**Problem: why the one-bond couplings of formaldoxime depend on functional and basis**

The table gives DFT couplings of planar H$_2$C=N–OH at one geometry. $^1J$(A,B) is the coupling in Hz between bonded atoms A and B; H4 is cis to the nitrogen lone pair, H5 cis to oxygen, and H6 is the hydroxyl hydrogen. The exact-exchange column is the functional's defined share at long range. The spin-dipole term is included in every row. Two series overlap: eight functionals in pcJ-1, and B3LYP in eight bases.

Calculated values. Formaldoxime (CH3NO, SMILES C=NO): one-bond indirect spin-spin couplings from non-relativistic DFT in the gas phase, PySCF 2.14.0 with density fitting, at the PBE0-D3(BJ)/def2-SVP geometry. Isotopes are 13C, 15N, 17O and 1H, and all totals include the spin-dipole term. Atoms are numbered in SMILES order, hydrogens last.

```
functional          basis  exact exchange, long range (%)  1J(C1,N2) (Hz)  1J(N2,O3) (Hz)  1J(C1,H4) (Hz)  1J(C1,H5) (Hz)  1J(O3,H6) (Hz)
       KT2          pcJ-1                               0             6.6           -22.3           194.4           162.6           -60.7
       LDA          pcJ-1                               0             4.3           -23.7           152.4           130.3           -60.5
       PBE          pcJ-1                               0             1.2           -23.9           179.1           152.9           -61.7
     B3LYP       6-31G(d)                              20           -10.1           -17.9           187.3           169.1           -71.7
     B3LYP        6-31G-J                              20             2.2           -28.8           203.0           175.6           -61.4
     B3LYP  aug-cc-pVTZ-J                              20            -3.1           -25.7           197.6           173.4           -78.0
     B3LYP        cc-pVTZ                              20            -6.1           -23.1           174.6           152.3           -52.7
     B3LYP      def2-TZVP                              20            -2.0           -26.3           184.9           162.1           -66.4
     B3LYP          pcJ-0                              20             9.0           -24.7           167.9           150.5           -31.2
     B3LYP          pcJ-1                              20            -4.2           -23.4           194.0           170.8           -74.4
     B3LYP          pcJ-2                              20            -3.0           -25.2           195.0           171.4           -77.2
     B97-2          pcJ-1                              21            -3.8           -22.7           177.4           155.8           -70.9
 BHandHLYP          pcJ-1                              50           -16.0           -23.0           207.9           187.8           -88.6
 CAM-B3LYP          pcJ-1                              65            -5.3           -22.6           191.1           169.5           -76.1
      PBE0          pcJ-1                              25            -4.3           -23.1           183.7           161.1           -71.3
```

**(a) Compare PBE with PBE0 and B3LYP with BHandHLYP. Do the couplings move in a common direction, and why can $^1J$(C1,N2) take either sign?**

*Solution.* $J$ carries the signs of the magnetogyric ratios $\gamma$, so the electronic quantity is the reduced coupling $K_{AB}=4\pi^2J_{AB}/(h\gamma_A\gamma_B)$. Since $^{15}$N and $^{17}$O have negative $\gamma$, a more negative $J$ for C–N or O–H means a more positive $K$. From PBE to PBE0, C–N shifts by $-5.5$ Hz, O–H by $-9.6$ Hz and C1–H4 by $+4.6$ Hz. All three are a rise of $K$, as is the shift of C1–H5. The step to BHandHLYP repeats the signs with larger shifts, although it changes more than the exchange share.

N–O shows no usable trend. Its eight values span 1.6 Hz, less than the 1.8 Hz that B3LYP moves between pcJ-1 and pcJ-2. Its $K$ is negative, the only one at B3LYP/pcJ-2, as is usual when both atoms bear lone pairs, whose contact contribution opposes that of the bond.

The C–N coupling is a small remainder. The B97-2 run splits it into a Fermi-contact (FC) term of $-9.2$ Hz, a paramagnetic spin-orbit term of $+8.0$ Hz and a spin-dipole term of $-2.6$ Hz, which with a negligible diamagnetic term give $-3.8$ Hz. Large non-contact terms are standard for a multiple bond. A change of a few hertz in any term therefore flips the sign, whereas the other four couplings of that run are mostly FC (88 to 99 %).

**(b) Derive a one-variable model for the functional dependence, use it to estimate $^1J$(C1,N2) for CAM-B3LYP, and say where it fails.**

*Solution.* The FC operator of nucleus A is proportional to $\delta(\mathbf r-\mathbf R_A)\,\hat s$ and pushes $\alpha$ and $\beta$ electrons in opposite ways. With $\mathbf g_A$ its occupied–virtual matrix elements and $\mathbf H$ the triplet orbital Hessian, the orbitals rotate by $-\mathbf H^{-1}\mathbf g_A$, and nucleus B senses the resulting spin density:

$$K^{\rm FC}_{AB}\propto -\mathbf g_A^{T}\mathbf H^{-1}\mathbf g_B=-\sum_k \frac{g_{A,k}\,g_{B,k}}{\lambda_k}.$$

The numerators measure orbital amplitude at the nuclei, and the eigenvalues $\lambda_k$ the stiffness against spin polarisation.

For an exchange share $c$, a diagonal element of $\mathbf H$ is $\varepsilon_a-\varepsilon_i-c\,[(ii|aa)+(ia|ia)]$ plus a semilocal kernel. Exact exchange widens the orbital gap but subtracts these integrals, and it is known to soften the triplet modes of $\pi$ systems on balance. The same runs show it: the lowest eigenvalue $\lambda$ falls from 0.130 to 0.090 $E_h$ in the PBE pair and from 0.101 to 0.063 $E_h$ in the other. It stays positive in every row, so no row is triplet-unstable. Softer modes enlarge the spin response, and the bond's own contribution to $K$ is positive, which is the theoretical argument for the direction in (a).

Keeping one mode gives $J=a+b/\lambda$. Only totally symmetric modes such as $\pi\to\pi^*$, which mixes with $\sigma$ excitations, enter FC in a planar molecule, and $n\to\pi^*$ does not. That the lowest mode is of the active kind is untested, so $\lambda$ serves as an indicator of softness. This model and a straight line in the exchange share were each fitted by least squares to the seven pcJ-1 functionals with a single share; CAM-B3LYP was left out of both.

For C–N the slope is $b=-2.20$ Hz $E_h$, and the line passes B3LYP ($1/\lambda=9.92$) at $-4.2+1.8=-2.4$ Hz, the table value less its residual. With $1/\lambda=11.28$ for CAM-B3LYP,

$$J\approx-2.4-2.20\,(11.28-9.92)=-5.4\ \text{Hz},$$

against $-5.3$ Hz in the table. The closeness is partly luck, since the fit's rms residual is 2.9 Hz.

The exchange line read at 65 % misses the same value by 16 Hz, and read at the short-range share of about 19 % by only 2 Hz. CAM-B3LYP thus behaves like an ordinary hybrid and not like the top of the series. Its wide orbital gap does not carry over to $\lambda$: HOMO and LUMO lie 10.2 eV apart, against 10.1 eV in BHandHLYP, yet $\lambda$ is 0.089 against 0.063 $E_h$. The diagonal element above suggests why. The long-range part of exchange varies slowly across so small a molecule, so it should widen the gap and enter $(ii|aa)$ by similar amounts, which largely cancel. BHandHLYP is the true extreme for C–N, C–H and O–H and has the softest mode; triplet softening is the likely route, argued and not shown term by term.

The fits do not single out $\lambda$. Share and $1/\lambda$ correlate at 0.95, being cause and proposed route, and for C–N the plain share line fits the seven rows better (rms 1.6 Hz), because KT2 lies 6.6 Hz above the $1/\lambda$ line. In favour of $\lambda$, the C–N and C–H slopes of the two pairs agree better per unit $1/\lambda$ than per unit share; for O–H there is little gain.

Both models fail for C–H. With no exact exchange at all, $^1J$(C1,H4) spans 42 Hz from LDA through PBE to KT2, and the rms residual is 9.7 Hz even in $1/\lambda$. The three do fall in the order of their $1/\lambda$, but far more steeply than the hybrids do as a group. A guess is that the semilocal kernel and the orbital amplitudes at the nuclei differ among them, which would alter the stiffer $\sigma$ modes that carry a C–H coupling.

A saturated neighbour with a C–N single bond has no soft $\pi$ mode, so that part of the response to exchange should be missing there; how much its stiffer $\sigma$ modes respond is not tested here. Hartree–Fock on a $\pi$ system lies in the other direction, where $\lambda$ may approach zero and FC terms lose meaning.

**(c) Which factor of the formula does the basis set change, and which B3LYP rows do not follow?**

*Solution.* The basis series is a control. Over eight bases $\lambda$ varies by 2.6 % of its pcJ-2 value while $^1J$(O3,H6) spans 46.8 Hz, so the lowest mode does not drive these changes, and attention turns to the numerators. Gaussians have no cusp, and a contracted basis without tight s functions describes the spin density at a nucleus poorly. pcJ-2 is the yardstick, an internal one only: aug-cc-pVTZ-J agrees within 2.6 Hz, but relativity, vibration and solvent are absent, so no functional is ranked for accuracy.

An error local to each nucleus multiplies $K^{\rm FC}_{AB}$ by $f_Af_B$, the same for both C–H bonds. In cc-pVTZ they fall to 0.895 and 0.889 of pcJ-2, in def2-TZVP to 0.948 and 0.946. The common factor holds to under one per cent, somewhat more than rounding.

The ratio of the two C–H couplings thus probes the valence description. H4 has the larger coupling in every row, the known lone-pair effect of oximes: the nitrogen lone pair raises the coupling of the bond cis to it and donates into the antibonding orbital of the C–H5 bond opposite. The unequal N–C–H angles, 117° and 122°, may add to this, and one geometry does not separate the two. The ratio is 1.138 in pcJ-2 and 1.146 in cc-pVTZ.

A factor below one at every nucleus would not explain the other bonds. O–H drops to 0.683 of pcJ-2 in cc-pVTZ, yet N–O drops only to 0.917 and in def2-TZVP rises to 1.044. Core spin polarisation in a contracted basis can err either way, so lacking tight functions does not mean a uniform loss.

The three small bases break even the C–H ratio. 6-31G(d), which like cc-pVTZ and def2-TZVP lacks tight s functions, gives 1.108; its O–H value looks close, but its C–N is $-10.1$ against $-3.0$ Hz, so the closeness is no sign of convergence. pcJ-0 and 6-31G-J have tight functions and still turn C–N positive, and pcJ-0 loses more than half of O–H. Their unpolarised parent sets are the probable, untested, cause.

A dependable coupling needs tight s functions and, as these rows suggest, a polarised valence basis too, and a gap between functionals at pcJ-1 is safest to interpret when it exceeds that bond's pcJ-1 to pcJ-2 shift, up to 2.8 Hz here.
